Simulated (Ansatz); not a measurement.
# From the elastic tensor of Pt at 11 GPa (stress–strain coefficients) to moduli and sound speeds

These are results of DFT LDA, scalar-relativistic, plane waves, PAW (Ansatz), not measurements. Settings: 420 eV plane-wave cutoff, Γ-centred 20×20×20 mesh, Fermi-Dirac smearing of 0.15 eV. No spin polarisation.

It takes space group Fm-3m (No. 225, cubic). Conventional cell: a = 3.854 Å, b = 3.854 Å, c = 3.854 Å, α = 90.00°, β = 90.00°, γ = 90.00°. Pt (site symmetry m-3m) is surrounded by 12 Pt at 2.73 Å.

In a metal, frequencies and elastic constants depend on the k mesh and the smearing, soft modes and shear constants most. Spin–orbit coupling is left out, which can shift energies with elements as heavy as these.

Relaxed-ion constants (GPa, on the Cartesian axes of the calculation):
```
447.0 317.4 317.4   0.0   0.0   0.0
317.4 447.0 317.4   0.0   0.0   0.0
317.4 317.4 447.0   0.0   0.0   0.0
  0.0   0.0   0.0 116.3   0.0   0.0
  0.0   0.0   0.0   0.0 116.3   0.0
  0.0   0.0   0.0   0.0   0.0 116.3
```

Density 22.631 g/cm³; 1 atom in 14.31 Å³.

The values that follow are for a polycrystal of randomly turned grains, by Hill's mean where one number stands.

With S = C⁻¹: B_V = (C11+C22+C33+2(C12+C13+C23))/9, G_V = (C11+C22+C33−C12−C13−C23+3(C44+C55+C66))/15, 1/B_R = S11+S22+S33+2(S12+S13+S23), 15/G_R = 4(S11+S22+S33−S12−S13−S23)+3(S44+S55+S66); Hill is their mean. Then v_l = √((B+4G/3)/ρ), v_t = √(G/ρ), v_m = [(2/v_t³+1/v_l³)/3]^(−1/3) and Θ = (ħ/k_B)·v_m·(6π²n/V)^(1/3) for n atoms in the volume V; E = 9BG/(3B+G), ν = (3B−2G)/(2(3B+G)) and A^U = 5G_V/G_R + B_V/B_R − 6.

| Item | Value |
| --- | --- |
| Bulk modulus, Voigt / Reuss / Hill | 360.6 / 360.6 / 360.6 GPa |
| Shear modulus, Voigt / Reuss / Hill | 95.7 / 88.3 / 92.0 GPa |
| Young's modulus | 254 GPa |
| Poisson ratio | 0.382 |
| Pugh ratio B/G | 3.92 |
| Universal anisotropy index | 0.42 |
| Longitudinal and transverse sound speeds | 4621 and 2016 m/s |
| Debye temperature from the mean sound speed | 279 K |

Cost: 1 run of about 1.5 core-minutes, on Intel Xeon Processor @ 2.70GHz (shared hosts).

Compressed platinum resists a change of volume far more strongly than a change of shape, as the Pugh ratio of 3.92 and the Poisson ratio of 0.382 show. The stiffness against compression reflects 5d bonding together with the repulsion of overlapping, well-filled shells. Shear at constant volume costs less because the cohesion depends largely on electron density and only weakly on bond angles. Accordingly, C12 exceeds C44 by much more than pressure alone would produce in a crystal held by central pair forces, a sign of the many-body character of metallic bonding.

The remaining anisotropy is largely geometric: shear on the cube planes directly stretches and compresses nearest-neighbour bonds along the face diagonals, whereas the tetragonal shear measured by C11 − C12 is softer. The low transverse sound speed follows from the modest shear modulus and high density, and it dominates the Debye temperature. The tensor supports stability against small homogeneous strains and suggests ductility, but it doesn't establish stability against phonons of finite wavelength.
